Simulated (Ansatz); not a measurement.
# Al vacancy in LaYAl4, calculated

Level of theory: PBEsol, no spin polarisation, scalar-relativistic; Ansatz, plane waves to 420 eV (PAW set soft_2), k-mesh 3×3×3.

The relaxed host crystal (no gap at this level of theory):

```
Al La Y
1.0
     0.00000    3.97077    3.97077
     3.97077    0.00000    3.97077
     3.97077    3.97077    0.00000
Al La Y
4 1 1
Direct
  0.87494 0.37502 0.37502
  0.37502 0.37502 0.87494
  0.37502 0.37502 0.37502
  0.37502 0.87494 0.37502
  0.75000 0.75000 0.75000
  0.00000 0.00000 0.00000
```

Supercell of 24 atoms, rows of the matrix [[-1,1,1],[-1,1,-1],[-1,-1,1]] times the cell vectors; Al vacancy at (0.875, 0.375, 0.375) in fractions of the cell above. Atoms are relaxed at the host's cell, from a start shaken by 0.05 Å near the defect.

Distances from the empty Al site (Å), by shell of the perfect crystal:

```
shell  perfect crystal  relaxed, charge 0
 6 Al             2.81               2.80
 3 La             3.29               3.28
  3 Y             3.29               3.36
```

```json
{"charge": "0", "gap of the cell on the mesh (eV)": "0.00"}
```

Formation energy of the neutral defect: 2.04 eV, taking atoms from and to the elements' standard states (no corrections for gases), so it belongs to those chemical potentials alone.

Relaxed cell at charge 0:

```
LaYAl4 V_Al charge 0
1.0
     7.9415    0.0000    0.0000
     0.0000   -7.9415    0.0000
     0.0000    0.0000   -7.9415
Al La Y
15 4 4
Direct
  0.8751 0.3766 0.8747
  0.8750 0.8758 0.3755
  0.3744 0.3764 0.3754
  0.6246 0.8778 0.1251
  0.1231 0.3763 0.1272
  0.1254 0.8732 0.6258
  0.6269 0.3763 0.6235
  0.3762 0.1260 0.1250
  0.8750 0.6246 0.1272
  0.8749 0.1283 0.6235
  0.3718 0.6267 0.6258
  0.6246 0.1262 0.8768
  0.1254 0.6269 0.8722
  0.1231 0.1283 0.3753
  0.6269 0.6245 0.3753
  0.7501 0.7535 0.7525
  0.2519 0.2516 0.7524
  0.2520 0.7533 0.2506
  0.7503 0.2517 0.2506
  0.9912 0.0025 0.0016
  0.5010 0.4929 0.0015
  0.5011 0.0025 0.4918
  0.0000 0.5014 0.5004
```

Caveats: small supercell, so energies and levels can be off by tenths of an eV; one random start near the defect, so other minima are possible.

Removing an Al atom barely disturbs the surrounding lattice: the neighbouring Al and La shells stay almost in place, while the Y shell moves outward from 3.29 to 3.36 Å. Size mismatch probably explains this contrast. La and Y sit at equal distances from Al in the host, although Y is the smaller atom, so its cage is comparatively roomy. Once one Al neighbour is gone, Y can shift towards those remaining and strengthen its contacts with them. The larger La fits its cage more tightly and has less to gain from such a shift.

The formation energy of 2.04 eV is well above the familiar value for a vacancy in elemental Al. This suggests that the cost reflects the strong cohesion of the Al network and its bonding to the electropositive metals, rather than elastic strain. Because the host is metallic, its conduction electrons screen the missing ion core, and the vacancy has no charge-transition levels of the kind found in a semiconductor. Whether vacancies or antisite atoms accommodate an Al deficit remains open.
